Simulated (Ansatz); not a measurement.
MoS2: pressure and energy above lowest point as volume scale varies

All results are calculated (Ansatz 0.2.0). Free energy against uniform scaling of the volume at fixed shape and fractions; periodic cell, basis, potentials, k mesh and filling as listed.

The cell before it is scaled or strained (space group P6_3/mmc, No. 194):
```
CELL_PARAMETERS angstrom
3.16900 0.00000 0.00000
-1.58450 2.74440 0.00000
0.00000 0.00000 12.32400
ATOMIC_POSITIONS crystal
Mo 0.33333 0.66667 0.25000
Mo 0.66667 0.33333 0.75000
S 0.33333 0.66667 0.62300
S 0.66667 0.33333 0.12300
S 0.33333 0.66667 0.87700
S 0.66667 0.33333 0.37700
```

Settings of every row: functional LDA; dispersion none; potentials PAW; wave cutoff 550 eV; density cutoff 2200 eV; k mesh 8x8x2; k shift 0x0x0; occupations cold; smearing width 0.05 eV; spin none.

Limits: a layered crystal: even scaling strains the bonds within the layers, so this curve is stiffer than the crystal under pressure.

```
row  volume scale  V (Å³/atom)  pressure (GPa)  energy above lowest point (meV/atom)
  1          0.88        15.72           18.23                                  78.1
  2          0.92       16.435            8.43                                  19.5
  3          0.96       17.149            0.59                                     0
  4             1       17.864           -5.67                                  11.9
  5          1.04       18.578          -10.68                                  48.7
  6          1.08       19.293          -14.67                                 105.6
  7          1.12       20.007               ?                                     ?
```

Question: what pressure and energy above lowest point should row 7 give?

Worked fit of pressure. Take u = (V_r/V)^(2/3) − 1 with V_r = 17.507 Å³ an atom, which is twice the finite (Eulerian) strain; such expansions in the strain, on which the Birch-Murnaghan equation of state is built, carry the rest volume and the bulk modulus. The shown rows have u = 0.07442, 0.04302, 0.01387, -0.01337, -0.03881, -0.06271. Least squares give pressure = −2.719 + 229.86 × u + 657.3 × u² + 493 × u³ GPa; a parabola predicts inner rows, each left out in turn, worse (root mean square 0.053 against 0.011 GPa). The rows lie off it by 0.00, 0.00, -0.01, 0.01, 0.00, 0.00. The pressure vanishes at u = 0.0115, or V = 17.21 Å³ an atom, and there the bulk modulus at fixed shape and fractions is B = −V dP/dV = (2/3)(1 + u) dP/du = 165 GPa. Letting shape and atoms relax would as a rule lower it, by much in layered, chain or molecular crystals. The withheld row has u = -0.08514, so the fit gives −2.719 + 229.86 × (-0.08514) + 657.3 × (-0.08514)² + 493 × (-0.08514)³ = -17.83 GPa.

The calculation gave -17.83 GPa. The fit meets it to the printed digit. This row lies beyond the range of the fit.

Worked fit of energy above lowest point. Take u = (V_r/V)^(2/3) − 1 with V_r = 17.507 Å³ an atom, which is twice the finite (Eulerian) strain; such expansions in the strain, on which the Birch-Murnaghan equation of state is built, carry the rest volume and the bulk modulus. The shown rows have u = 0.07442, 0.04302, 0.01387, -0.01337, -0.03881, -0.06271. Least squares give energy above lowest point = 2.48 − 444.9 × u + 19359 × u² + 3671 × u³ meV/atom; a parabola predicts inner rows, each left out in turn, worse (root mean square 0.39 against 0.066 meV/atom). All shown rows lie on it to the printed digit. Its lowest point lies at u = 0.0115, or V = 17.21 Å³ an atom, and the curvature there gives the bulk modulus at fixed shape and fractions, B = (4/9)(1 + u)² E″(u)/V = 165 GPa. Letting shape and atoms relax would as a rule lower it, by much in layered, chain or molecular crystals. The withheld row has u = -0.08514, so the fit gives 2.48 − 444.9 × (-0.08514) + 19359 × (-0.08514)² + 3671 × (-0.08514)³ = 178.4 meV/atom.

The calculation gave 178.4 meV/atom. The fit meets it to the printed digit. This row lies beyond the range of the fit.
